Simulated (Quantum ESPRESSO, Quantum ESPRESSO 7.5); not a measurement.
# FeSi in the B20 structure: relaxing the lattice constant and the two atomic positions

*Notes of a novice, printed with their mistakes. Don't take the settings or the reasoning as a model; a review follows at the end.*

## Experiment

FeSi is cubic, with four Fe and four Si atoms in the cell. The lattice constant I compare with is $a = 4.4845 \pm 0.0002$ Å, from powder X-ray diffraction at room temperature on a ground-up single crystal ("Near coincidence of metal-insulator transition and quantum critical fluctuations: Electronic ground state and magnetic order in Fe$_{1-x}$Co$_{x}$Si", 2023, arXiv:2303.13999). Each kind of atom sits at $(x,x,x)$, so there is one number for Fe and one for Si. Those come from an earlier X-ray refinement quoted in "Structural investigations on $\epsilon$-FeGe at high pressure and low temperature" (2007, arXiv:cond-mat/0703031): $x = 0.1365$ for Fe and $0.84262$ for Si. The same refinement has $a = 4.495$ Å, which is about 0.01 Å longer than the other one. I take the newer value for $a$.

| compared with | measured | source's wording or label | T (K) | method |
| --- | --- | --- | --- | --- |
| a (Å) | 4.4845 ± 0.0002 | 4.4845 ± 0.0002 A | room temperature | powder x-ray diffraction, Rietveld * |
| x of Fe, site a | 0.1365 | 0.1365 ± 2e-05 | – | X-ray diffraction |
| x of Si, site a | 0.84262 ± 0.00005 | 0.84262 ± 5e-05 | – | X-ray diffraction |
| a (Å) | 4.495 ± 0.002 | 449.5 ± 0.2 pm | – | X-ray diffraction |

Where a quantity has several values, deviations refer to the one marked *.

## Plan

I want to get $a$ and the two $x$ values by letting the program relax the cell and the atoms. The start is a database structure with $a = 4.467$ Å, which is shorter than the measured cell, so the relaxation should make it grow. My target is to be within 0.005 Å of 4.4845 Å. I picked that because it looks small. The calculation has no temperature in it and the sample was at room temperature, which I have read makes a crystal longer by a few tenths of a per cent at most, so I will not worry about it now. I will use PBEsol, because I read that it is meant for solids, and change settings if the number comes out wrong.

System: FeSi (iron monosilicide), cubic B20; P2_13 (No. 198), 8 atoms in the primitive cell; the database structure is an entry taken as a start alone: a = 4.467 Å; note on this database entry: about 0.5 % short.

## 1. A quick first relaxation

I set the cutoff to 20 Ry so that it finishes fast. The cell has only eight atoms, so I don't think it needs a big one. I expect $a$ to come out somewhere near 4.48 Å.

**Run 1.** Quantum ESPRESSO 7.5: PBEsol, PseudoDojo norm-conserving potentials, cell and atoms relaxed from the database structure, cutoff 20 Ry, 6x6x6 k mesh, Gaussian smearing 0.01 eV.

Key lines of the input:
```
! potential files: PseudoDojo norm-conserving potentials, made for PBEsol
&control
  calculation = 'vc-relax'
  etot_conv_thr = 1.0d-5
  nstep = 30
/
&system
  nat = 8
  ntyp = 2
  ecutwfc = 20
  nbnd = 46
  occupations = 'smearing'
  smearing = 'gaussian'
  degauss = 0.00073
/
&electrons
  conv_thr = 1.0d-8
  electron_maxstep = 60
/
&ions
/
&cell
  press_conv_thr = 0.5
/
ATOMIC_SPECIES
  Fe 55.845 Fe.upf
  Si 28.085 Si.upf
[... cell and positions ...]
K_POINTS automatic
  6 6 6 0 0 0
```

Command:
```
OMP_NUM_THREADS=1 mpirun -n 8 pw.x -nk 8 -in relax.in > relax.out
```

Selected lines of the output:
```
     kinetic-energy cutoff     =      20.0000  Ry
     number of k points=    24  Gaussian smearing, width (Ry)=  0.0007
     new unit-cell volume =    212.44184 a.u.^3 (    31.48063 Ang^3 )
     new unit-cell volume =    212.41998 a.u.^3 (    31.47739 Ang^3 )
          total   stress  (Ry/bohr**3)                   (kbar)     P=        6.66
     new unit-cell volume =    212.38721 a.u.^3 (    31.47254 Ang^3 )
     estimated scf accuracy    <          1.3E-09 Ry
     estimated scf accuracy    <          9.9E-10 Ry
     estimated scf accuracy    <          3.5E-12 Ry
          total   stress  (Ry/bohr**3)                   (kbar)     P=       17.40
     new unit-cell volume =    212.38721 a.u.^3 (    31.47254 Ang^3 )
CELL_PARAMETERS (angstrom)
   3.157261729   0.000000000   0.000000000
   0.000000000   3.157261729   0.000000000
   0.000000000   0.000000000   3.157261729
ATOMIC_POSITIONS (crystal)
Fe               0.1551404588        0.1551404588        0.1551404588
Fe               0.3448595412        0.8448595412        0.6551404588
Fe               0.6551404588        0.3448595412        0.8448595412
Fe               0.8448595412        0.6551404588        0.3448595412
Si               0.8461065539        0.8461065539        0.8461065539
Si               0.6538934461        0.1538934461        0.3461065539
Si               0.3461065539        0.6538934461        0.1538934461
Si               0.1538934461        0.3461065539        0.6538934461
```

Not converged; 36 s on 8 cores of Arm Neoverse V1, shared host.

The cell shrank to $a = 3.157$ Å, when it should have grown to about 4.48 Å. The run is also marked as not converged, although the last scf accuracy is tiny, so I don't see what it is complaining about. I think the program went the wrong way because the database cell was already too short, and then it just kept squeezing. The $x$ of Si is 0.8461, which is close to the measured 0.84262, so that part seems to have worked.

## 2. Starting from a bigger cell

I will start with the lattice vectors 2 % longer, so that the program has to come down to the answer from above. I am also putting the cutoff up to 90 Ry, and loosening the force and pressure thresholds to 0.01 Ry/bohr and 50 kbar so that it stops complaining about convergence. I expect it to settle near 4.48 Å this time.

**Run 2.** Quantum ESPRESSO 7.5: PBEsol, PseudoDojo norm-conserving potentials, cell and atoms relaxed from the database structure, cutoff 90 Ry, 6x6x6 k mesh, Gaussian smearing 0.01 eV; started from lattice vectors 1.02 times the database's, thresholds 0.01 Ry/bohr and 50 kbar.

Key lines of the input:
```
! potential files: PseudoDojo norm-conserving potentials, made for PBEsol
&control
  calculation = 'vc-relax'
  forc_conv_thr = 1.0d-2
  etot_conv_thr = 1.0d-2
/
&system
  nat = 8
  ntyp = 2
  ecutwfc = 90
  nbnd = 46
  occupations = 'smearing'
  smearing = 'gaussian'
  degauss = 0.00073
/
&electrons
  conv_thr = 1.0d-8
  electron_maxstep = 100
  mixing_beta = 0.4
/
&ions
/
&cell
  press_conv_thr = 50
/
ATOMIC_SPECIES
  Fe 55.845 Fe.upf
  Si 28.085 Si.upf
CELL_PARAMETERS angstrom
  4.55634000 0.00000000 0.00000000
  0.00000000 4.55634000 0.00000000
  0.00000000 0.00000000 4.55634000
[... positions ...]
K_POINTS automatic
  6 6 6 0 0 0
```

Selected lines of the output:
```
     bfgs converged in   3 scf cycles and   2 bfgs steps
          total   stress  (Ry/bohr**3)                   (kbar)     P=       -0.89
CELL_PARAMETERS (angstrom)
   4.405245277   0.000000000   0.000000000
ATOMIC_POSITIONS (crystal)
Fe               0.1346791975        0.1346791975        0.1346791975
Si               0.8422141562        0.8422141562        0.8422141562
```

Converged; 2.5 min, same machine.

| quantity | run 2 | measured | deviation |
| --- | --- | --- | --- |
| a (Å) | 4.4052 | 4.4845 ± 0.0002 | −0.0793 (−1.8 %) |
| x of Fe, site a | 0.1347 | 0.1365 | −0.0018 (−1.3 %) |
| x of Si, site a | 0.84221 | 0.84262 ± 0.00005 | −0.00041 (−0.0 %) |

This one says converged, and the cell no longer collapses, so starting from a bigger cell was the cure. But $a = 4.4052$ Å is 0.0793 Å too short, far outside my 0.005 Å. The pressure at the end is only $-0.89$ kbar, so the program thinks it is finished. The positions are good: 0.1347 for Fe and 0.84221 for Si. Since the atoms are right and only the cell is too small, I now think the trouble is that the crystal was measured warm and mine is cold.

## 3. Warming the crystal up

I read that Fermi-Dirac smearing works like a temperature, so I will switch to it and set the width to 1.4 eV. That sounds like a small amount of energy, about right for a warm room. I am going back to the plain database cell and the normal thresholds too. I expect the cell to swell towards 4.48 Å.

**Run 3.** Quantum ESPRESSO 7.5: PBEsol, PseudoDojo norm-conserving potentials, cell and atoms relaxed from the database structure, cutoff 90 Ry, 6x6x6 k mesh, Fermi-Dirac smearing 1.4 eV.

Key lines of the input, as changed from run 1:
```diff
  &system
-   ecutwfc = 20
+   ecutwfc = 90
-   smearing = 'gaussian'
-   degauss = 0.00073
+   smearing = 'fd'
+   degauss = 0.10290
  &electrons
-   electron_maxstep = 60
+   electron_maxstep = 100
+   mixing_beta = 0.4
```

Selected lines of the output:
```
     number of k points=    24  Fermi-Dirac smearing, width (Ry)=  0.1029
     bfgs converged in  10 scf cycles and   9 bfgs steps
CELL_PARAMETERS (angstrom)
   4.622708412   0.000000000   0.000000000
ATOMIC_POSITIONS (crystal)
Fe               0.1462469806        0.1462469806        0.1462469806
Si               0.8455395396        0.8455395396        0.8455395396
```

Converged; 6.2 min, same machine.

| quantity | run 3 | measured | deviation |
| --- | --- | --- | --- |
| a (Å) | 4.6227 | 4.4845 ± 0.0002 | +0.1382 (+3.1 %) |
| x of Fe, site a | 0.1462 | 0.1365 | +0.0097 (+7.1 %) |
| x of Si, site a | 0.84554 | 0.84262 ± 0.00005 | +0.00292 (+0.3 %) |

Warming works: the cell swelled to $a = 4.6227$ Å. It went too far, though, and is now 0.1382 Å too long, where the cold one was 0.0793 Å too short. The measured value lies between the two, so I take it that the sample was somewhat cooler than my 1.4 eV. The Fe position got worse, 0.1462 against 0.1365, which I put down to the atoms shaking about in the heat.

## 4. Trying BLYP instead

I don't want to hunt for the right temperature, so I am going back to the narrow Gaussian smearing. The cold cell was too small with PBEsol, so perhaps PBEsol just makes crystals too small. I have seen the name BLYP in a lot of chemistry papers, so it must be reliable, and I will use it with the PBE potential files. I expect a longer cell than 4.4052 Å, with luck close to 4.48 Å.

**Run 4.** Quantum ESPRESSO 7.5: BLYP, PseudoDojo norm-conserving potentials, cell and atoms relaxed from the database structure, cutoff 90 Ry, 6x6x6 k mesh, Gaussian smearing 0.01 eV; PBE files.

Key lines of the input, as changed from run 3:
```diff
- ! potential files: PseudoDojo norm-conserving potentials, made for PBEsol
+ ! potential files: PseudoDojo norm-conserving potentials, made for PBE
  &control
-   nstep = 30
+   nstep = 60
  &system
+   input_dft = 'blyp'
-   smearing = 'fd'
-   degauss = 0.10290
+   smearing = 'gaussian'
+   degauss = 0.00073
```

Command:
```
OMP_NUM_THREADS=1 mpirun -n 4 pw.x -nk 4 -in relax.in > relax.out
```

Selected lines of the output:
```
     bfgs converged in   9 scf cycles and   8 bfgs steps
CELL_PARAMETERS (angstrom)
   4.522731323   0.000000000   0.000000000
ATOMIC_POSITIONS (crystal)
Fe               0.1309812258        0.1309812258        0.1309812258
Si               0.8383495695        0.8383495695        0.8383495695
```

Converged; 9 min on 4 cores of Arm Neoverse V1, shared host.

| quantity | run 4 | measured | deviation |
| --- | --- | --- | --- |
| a (Å) | 4.5227 | 4.4845 ± 0.0002 | +0.0382 (+0.9 %) |
| x of Fe, site a | 0.1310 | 0.1365 | −0.0055 (−4.0 %) |
| x of Si, site a | 0.83835 | 0.84262 ± 0.00005 | −0.00427 (−0.5 %) |

BLYP gives $a = 4.5227$ Å, which is 0.0382 Å too long. That is the closest cell so far, but still not within my 0.005 Å. The positions moved away from the measured ones, with 0.1310 for Fe and 0.83835 for Si. I care more about the cell, so I count this as progress. PBEsol squeezes and BLYP stretches, so I need something in the middle.

## 5. Adding some attraction with rVV10

BLYP leaves the atoms too far apart, so an extra attraction should pull them in. I read that rVV10 includes van der Waals forces, which attract, and it is only one word to change in the input. I expect $a$ to drop below 4.5227 Å and land near the measured cell.

**Run 5.** Quantum ESPRESSO 7.5: rVV10, PseudoDojo norm-conserving potentials, cell and atoms relaxed from the database structure, cutoff 90 Ry, 6x6x6 k mesh, Gaussian smearing 0.01 eV; PBE files.

Key lines of the input, as changed from run 4:
```diff
  &system
-   input_dft = 'blyp'
+   input_dft = 'rvv10'
```

Selected lines of the output:
```
     bfgs converged in   6 scf cycles and   5 bfgs steps
CELL_PARAMETERS (angstrom)
   4.462364003   0.000000000   0.000000000
ATOMIC_POSITIONS (crystal)
Fe               0.1368553064        0.1368553064        0.1368553064
Si               0.8410406322        0.8410406322        0.8410406322
```

Converged; 5.9 min on 4 cores of Arm Neoverse V2, shared host.

| quantity | run 5 | measured | deviation |
| --- | --- | --- | --- |
| a (Å) | 4.4624 | 4.4845 ± 0.0002 | −0.0221 (−0.5 %) |
| x of Fe, site a | 0.1369 | 0.1365 | +0.0004 (+0.3 %) |
| x of Si, site a | 0.84104 | 0.84262 ± 0.00005 | −0.00158 (−0.2 %) |

The cell came down as I hoped, to $a = 4.4624$ Å, but it is still 0.0221 Å short of the measured 4.4845 Å. The positions are close, with 0.1369 for Fe and 0.84104 for Si. Then I looked back at the database structure I started from, which has $a = 4.467$ Å. My result is within 0.005 Å of that, so it does meet my target, only against a different number. The two X-ray cells don't agree with each other anyway, so I trust the database more. I am keeping rVV10 and stopping here.

## Summary of runs

| run | settings | a (Å) | x of Fe, site a | x of Si, site a | cost | status |
| --- | --- | --- | --- | --- | --- | --- |
| 1 | PBEsol, cutoff 20 Ry, Gaussian smearing 0.01 eV | – | – | – | 4.7 core-min | not converged |
| 2 | PBEsol, started from lattice vectors 1.02 times the database's, thresholds 0.01 Ry/bohr and 50 kbar | 4.4052 | 0.1347 | 0.84221 | 20 core-min |  |
| 3 | PBEsol, cutoff 90 Ry, Fermi-Dirac smearing 1.4 eV | 4.6227 | 0.1462 | 0.84554 | 49 core-min |  |
| 4 | BLYP, cutoff 90 Ry, Gaussian smearing 0.01 eV, PBE files | 4.5227 | 0.1310 | 0.83835 | 36 core-min |  |
| 5 | rVV10, cutoff 90 Ry, Gaussian smearing 0.01 eV, PBE files | 4.4624 | 0.1369 | 0.84104 | 23 core-min |  |
|  | measured | 4.4845 ± 0.0002 | 0.1365 | 0.84262 ± 0.00005 |  |  |

## Where I got to

I am writing down $a = 4.4624$ Å from rVV10 as my lattice constant for FeSi. It is 0.0221 Å below the measured 4.4845 Å, so against the experiment I missed my 0.005 Å, but it agrees with the database cell of 4.467 Å and that is good enough for me. The positions, 0.1369 for Fe and 0.84104 for Si, look fine too.

What I take from this is that PBEsol is no good for FeSi. It gave a collapsed cell the first time, then one that was too short, and when I warmed it up it came out too long. BLYP was too long as well, until I put the van der Waals attraction in with rVV10, so that attraction must be what holds this crystal together. I also learned to start from a bigger cell, because otherwise the program squeezes it. Next time I would go straight to rVV10 and skip the rest. I don't see a reason to run anything more, since the last run says converged.

## An expert's review

Further runs made for the review:

| reviewer's run | settings | a (Å) | x of Fe, site a | x of Si, site a | cost |
| --- | --- | --- | --- | --- | --- |
| R1 | PBEsol, cutoff 90 Ry, Gaussian smearing 0.01 eV | 4.4023 | 0.1370 | 0.84106 | 32 core-min |
| R2 | PBE, cutoff 90 Ry, Gaussian smearing 0.01 eV | 4.4477 | 0.1360 | 0.84079 | 27 core-min |
| R3 | PBE+D3(BJ), cutoff 90 Ry, Gaussian smearing 0.01 eV | 4.4098 | 0.1372 | 0.84129 | 24 core-min |
|  | measured | 4.4845 ± 0.0002 | 0.1365 | 0.84262 ± 0.00005 |  |

The notebook reports its misses honestly and quotes both X-ray cells. The 0.005 Å target, however, has no basis: the thermal expansion set aside in the plan could exceed it, and so can the choice of functional.

Run 1 failed because of its 20 Ry cutoff. The potentials set the cutoff, not the number of atoms. The small scf accuracy concerns only the electrons; the relaxation was unfinished, with 17.40 kbar left against a threshold of 0.5. The short starting cell was not to blame, since run 3 began from it and did not collapse. The plausible Si position is chance.

In run 2 the cure was the 90 Ry cutoff, not the larger start. Loosening the thresholds was needless, and it let the run stop after two steps, short of the minimum. With normal thresholds, R1 gives $a = 4.4023$ Å and $x = 0.1370$ for Fe, against 4.4052 Å and 0.1347, for 12 core-minutes more. The Si position in run 2 lies closer to experiment than R1's 0.84106 only by chance. Nor can warmth explain a cell 1.8 % short, when the plan itself allows a few tenths of a per cent.

Run 3 heats the electrons to roughly 16,000 K; a warm room corresponds to about 0.03 eV. Smearing does not make the atoms vibrate, so it explains neither thermal expansion nor "shaking" atoms. Against R1, it swells the PBEsol cell by 0.2204 Å. That the measurement lies between runs 2 and 3 says nothing about the sample's temperature.

Run 4 chooses BLYP for its popularity in chemistry, but it was developed with molecules in mind and is a poor choice for a solid like this. Using PBE potential files adds an inconsistency. A closer cell with worse positions is not progress.

Run 5 is technically reasonable, though it also borrows PBE files, and its positions are fairly good. But rVV10 changes more of the functional than the van der Waals part, so the shortening from BLYP cannot be credited to that attraction alone. Nor does that attraction hold the crystal together: plain PBE, without such a term, binds it at 4.4477 Å (R2). Adding a D3 correction to PBE shortens the cell to 4.4098 Å (R3), further from experiment.

Switching the target to the database cell was wrong. That entry was only a start and is known to be short; both X-ray cells are longer, so their disagreement gives no reason to prefer it. "Converged" means that the thresholds were met, not that the model is right. PBEsol does give too short a cell here, but R1 shows that, not runs 1 and 3.

**Verdict:** I rely most on R1 and R2, which use potentials made for their functionals and normal thresholds. Their cells are 1.8 % and 0.8 % short, while their positions agree with experiment to within 0.002. That PBE lies nearer than PBEsol is no proof that it describes FeSi better. The same holds for rVV10 in run 5, which comes nearer still in $a$. I see no ground to doubt the measured cell. Thermal expansion should explain part of the gap; the rest may reflect electron correlation that these functionals treat poorly, which these runs do not test.

[Logs are printed without paths, hosts, clocks, repeated set-up lines and the standing remarks that a program may print on its own settings, such as how far it seeks lower states.]

[The runs shown are a pick from a larger set of finished runs; failed, doubtful and other runs were left out of it ahead of writing. So were measured values far from every level or from commonly accepted values, and agreement can look better than it is. Lines of input and output are excerpts and may be shortened.]
